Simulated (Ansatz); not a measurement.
A series in volume per atom on Sr2O5

Equation of state of a cubic crystal from periodic Kohn-Sham density functional theory without spin; pressure corrected for the finite basis. The results are calculated, by Ansatz 0.2.0 development build.

Cell of the first row (space group Pn-3m, No. 224):
```
cell vectors (Å)
   5.6859     0.0000     0.0000
   0.0000     5.6859     0.0000
   0.0000     0.0000     5.6859
atoms (fractions of the cell vectors)
Sr  0.00000  0.00000  0.00000
Sr  0.50000  0.50000  0.00000
Sr  0.50000  0.00000  0.50000
Sr  0.00000  0.50000  0.50000
O   0.50000  0.00000  0.00000
O   0.00000  0.50000  0.00000
O   0.00000  0.00000  0.50000
O   0.50000  0.50000  0.50000
O   0.75000  0.75000  0.25000
O   0.75000  0.25000  0.75000
O   0.25000  0.75000  0.75000
O   0.75000  0.25000  0.25000
O   0.25000  0.75000  0.25000
O   0.25000  0.25000  0.75000
```

Settings of every row: formula Sr2O5; structure type cubic X2O5; functional PBE; spin treatment none; k mesh 7x7x7; occupation method fermi-dirac; occupation width 0.061225619 eV; wave cutoff 700 eV; datasets hard PAW; density cutoff ratio 4.

Limits: a cubic model structure, not a phase known at ambient conditions; modest k-mesh, values are not fully converged in k; no spin polarisation, a magnetic state may lie lower.

```
row  volume per atom (Å³)  pressure (GPa)  energy above lowest point (meV/atom)
  1                 13.13            5.44                                 13.29
  2                 13.41           3.403                                  5.62
  3                13.689               ?                                     ?
  4                13.969          -0.055                                     0
  5                14.248          -1.519                                   1.4
  6                14.527          -2.829                                  5.21
  7                14.807          -4.003                                 11.18
```

Question: what pressure and energy above lowest point should row 3 give?

Worked fit of pressure. Take u = (V_r/V)^(2/3) − 1 with V_r = 14.108 Å³ an atom, which is twice the finite (Eulerian) strain; such expansions in the strain, on which the Birch-Murnaghan equation of state is built, carry the rest volume and the bulk modulus. The shown rows have u = 0.04906, 0.03441, 0.00662, -0.00656, -0.01932, -0.03172. Least squares give pressure = −0.8048 + 110.933 × u + 324.15 × u² + 185.2 × u³ GPa; a parabola predicts inner rows, each left out in turn, worse (root mean square 0.004 against 0.0021 GPa). The rows lie off it by 0.000, -0.001, 0.001, 0.000, -0.001, 0.000. The pressure vanishes at u = 0.0071, or V = 13.96 Å³ an atom, and there the bulk modulus at fixed shape and fractions is B = −V dP/dV = (2/3)(1 + u) dP/du = 77.6 GPa. The withheld row has u = 0.0203, so the fit gives −0.8048 + 110.933 × (0.0203) + 324.15 × (0.0203)² + 185.2 × (0.0203)³ = 1.582 GPa.

The calculation gave 1.579 GPa. The fit lies 0.003 GPa (0.032 % of the column's range) above it; its largest miss of a shown row is 0.001 GPa.

Worked fit of energy above lowest point. Take u = (V_r/V)^(2/3) − 1 with V_r = 14.108 Å³ an atom, which is twice the finite (Eulerian) strain; such expansions in the strain, on which the Birch-Murnaghan equation of state is built, carry the rest volume and the bulk modulus. The shown rows have u = 0.04906, 0.03441, 0.00662, -0.00656, -0.01932, -0.03172. Least squares give energy above lowest point = 0.384 − 106.19 × u + 7441.5 × u² + 1753 × u³ meV/atom; a parabola predicts inner rows, each left out in turn, worse (root mean square 0.037 against 0.018 meV/atom). The rows lie off it by 0.00, 0.01, -0.01, 0.00, 0.01, 0.00. Its lowest point lies at u = 0.0071, or V = 13.96 Å³ an atom, and the curvature there gives the bulk modulus at fixed shape and fractions, B = (4/9)(1 + u)² E″(u)/V = 77.4 GPa. The withheld row has u = 0.0203, so the fit gives 0.384 − 106.19 × (0.0203) + 7441.5 × (0.0203)² + 1753 × (0.0203)³ = 1.31 meV/atom.

The calculation gave 1.3 meV/atom. The fit lies 0.01 meV/atom (0.075 % of the column's range) above it, one unit of the last digit.
